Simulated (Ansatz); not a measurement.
## TiO2: the change of pressure and largest V_zz with volume scale

Periodic Kohn-Sham DFT of a crystal at fixed atoms, scaled to volume_scale times the given cell; pressure positive in compression, energy less spherical unpolarised free atoms, largest_vzz the field gradient of largest size among the nuclei. The results are calculated, by Ansatz 0.2.0.

The cell before it is scaled or strained (space group I4_1/amd, No. 141):
```
TiO2
1.0
     -1.8925     1.8925     4.7570
      1.8925    -1.8925     4.7570
      1.8925     1.8925    -4.7570
Ti O
2 4
Direct
  0.00000 0.00000 0.00000
  0.75000 0.25000 0.50000
  0.20660 0.20660 0.00000
  0.95660 0.45660 0.50000
  0.54340 0.04340 0.50000
  0.79340 0.79340 0.00000
```

Settings of every row: method frozen-core PAW; functional LDA; relativity scalar; k mesh 13x13x13; filling fermi-dirac; smearing width 0.08 eV; wave cutoff 420 eV; paw set soft_2.

Atom start moment: 0 on all atoms.

Limits: PAW files made with PBE.

```
row  volume scale  V (Å³/atom)  pressure (GPa)  largest V_zz (1e21 V/m^2)
  1          0.94       10.677           8.924                      1.172
  2          0.96       10.904           3.419                      1.306
  3          0.98       11.131          -1.528                      1.438
  4          0.99       11.245          -3.809                        1.5
  5             1       11.358          -5.972                      1.562
  6          1.01       11.472          -8.022                      1.623
  7          1.02       11.585          -9.964                      1.684
  8          1.04       11.813               ?                          ?
  9          1.06        12.04          -16.76                      1.916
```

Question: what pressure and largest V_zz should row 8 give?

Worked fit of pressure. Take u = (V_r/V)^(2/3) − 1 with V_r = 11.302 Å³ an atom, which is twice the finite (Eulerian) strain; such expansions in the strain, on which the Birch-Murnaghan equation of state is built, carry the rest volume and the bulk modulus. The shown rows have u = 0.03865, 0.02419, 0.01022, 0.00338, -0.00329, -0.0099, -0.01635, -0.04129. Least squares give pressure = −4.9166 + 323.484 × u + 890.08 × u² GPa; a straight line predicts inner rows, each left out in turn, worse (root mean square 0.43 against 0.0097 GPa). The rows lie off it by 0.008, -0.010, -0.010, 0.004, -0.001, 0.010, 0.004, -0.004 (root mean square 0.0072 GPa). The pressure vanishes at u = 0.0146, or V = 11.06 Å³ an atom, and there the bulk modulus at fixed shape and fractions is B = −V dP/dV = (2/3)(1 + u) dP/du = 236 GPa. Letting shape and atoms relax would as a rule lower it, by much in layered, chain or molecular crystals. The withheld row has u = -0.02905, so the fit gives −4.9166 + 323.484 × (-0.02905) + 890.08 × (-0.02905)² = -13.563 GPa.

The calculation gave -13.546 GPa. The fit lies 0.017 GPa (0.066 % of the column's range) below it; its largest miss of a shown row is 0.010 GPa.

Worked fit of largest V_zz. Take t = volume scale − 0.99. The shown rows have t = -0.05, -0.03, -0.01, 0, 0.01, 0.02, 0.03, 0.07. Least squares give largest V_zz = 1.4999 + 6.298 × t − 5.1 × t² 1e21 V/m^2; a straight line predicts inner rows, each left out in turn, worse (root mean square 0.0058 against 0.00096 1e21 V/m^2). The rows lie off it by 0.000, 0.000, 0.002, 0.000, 0.000, -0.001, 0.000, 0.000. The withheld row has t = 0.05, so the fit gives 1.4999 + 6.298 × (0.05) − 5.1 × (0.05)² = 1.802 1e21 V/m^2.

The calculation gave 1.8 1e21 V/m^2. The fit lies 0.002 1e21 V/m^2 (0.27 % of the column's range) above it; its largest miss of a shown row is 0.002 1e21 V/m^2.
